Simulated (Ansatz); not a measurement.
Hg₂O₃: pressure against volume per atom

Equation of state of a cubic crystal from periodic Kohn-Sham density functional theory without spin; pressure corrected for the finite basis. The results are calculated, by Ansatz 0.2.0 development build.

Cell of the first row (space group Pn-3m, No. 224):
```
cell vectors (Å)
   5.2353     0.0000     0.0000
   0.0000     5.2353     0.0000
   0.0000     0.0000     5.2353
atoms (fractions of the cell vectors)
Hg  0.25000  0.25000  0.25000
Hg  0.75000  0.75000  0.25000
Hg  0.75000  0.25000  0.75000
Hg  0.25000  0.75000  0.75000
O   0.50000  0.00000  0.00000
O   0.00000  0.50000  0.00000
O   0.00000  0.00000  0.50000
O   0.50000  0.50000  0.00000
O   0.50000  0.00000  0.50000
O   0.00000  0.50000  0.50000
```

Settings of every row: formula Hg2O3; structure type cubic X2O3; functional PBE; spin treatment none; k mesh 7x7x7; occupation method fermi-dirac; occupation width 0.061225619 eV; wave cutoff 700 eV; datasets hard PAW; density cutoff ratio 4.

Limits: a cubic model structure, not a phase known at ambient conditions; modest k-mesh, values are not fully converged in k; no spin polarisation, a magnetic state may lie lower; no spin-orbit coupling, which can matter with elements this heavy.

```
row  volume per atom (Å³)  pressure (GPa)  energy above lowest point (meV/atom)
  1                 14.35           7.308                                 19.62
  2                14.655           4.567                                  8.36
  3                 14.96           2.145                                     2
  4                15.265               ?                                     ?
  5                15.571          -1.884                                  1.83
  6                15.876          -3.552                                  7.04
  7                16.181          -5.021                                 15.24
```

Question: what pressure should row 4 give?

Worked fit of pressure. Take u = (V_r/V)^(2/3) − 1 with V_r = 15.265 Å³ an atom, which is twice the finite (Eulerian) strain; such expansions in the strain, on which the Birch-Murnaghan equation of state is built, carry the rest volume and the bulk modulus. The shown rows have u = 0.04207, 0.02756, 0.01355, -0.01314, -0.02582, -0.03811. Least squares give pressure = 0.0074 + 150.719 × u + 516.16 × u² + 623 × u³ GPa; a parabola predicts inner rows, each left out in turn, worse (root mean square 0.015 against 0.0024 GPa). The rows lie off it by 0.000, 0.001, -0.001, 0.001, -0.001, 0.000. The pressure vanishes at u = -0.0000, or V = 15.27 Å³ an atom, and there the bulk modulus at fixed shape and fractions is B = −V dP/dV = (2/3)(1 + u) dP/du = 100 GPa. The withheld row has u = 0, so the fit gives 0.0074 + 150.719 × (0) + 516.16 × (0)² + 623 × (0)³ = 0.007 GPa.

The calculation gave 0.005 GPa. The fit lies 0.002 GPa (40 % of the value, 0.016 % of the column's range) above it; its largest miss of a shown row is 0.001 GPa.

The other values of row 4: energy above lowest point 0 meV/atom.
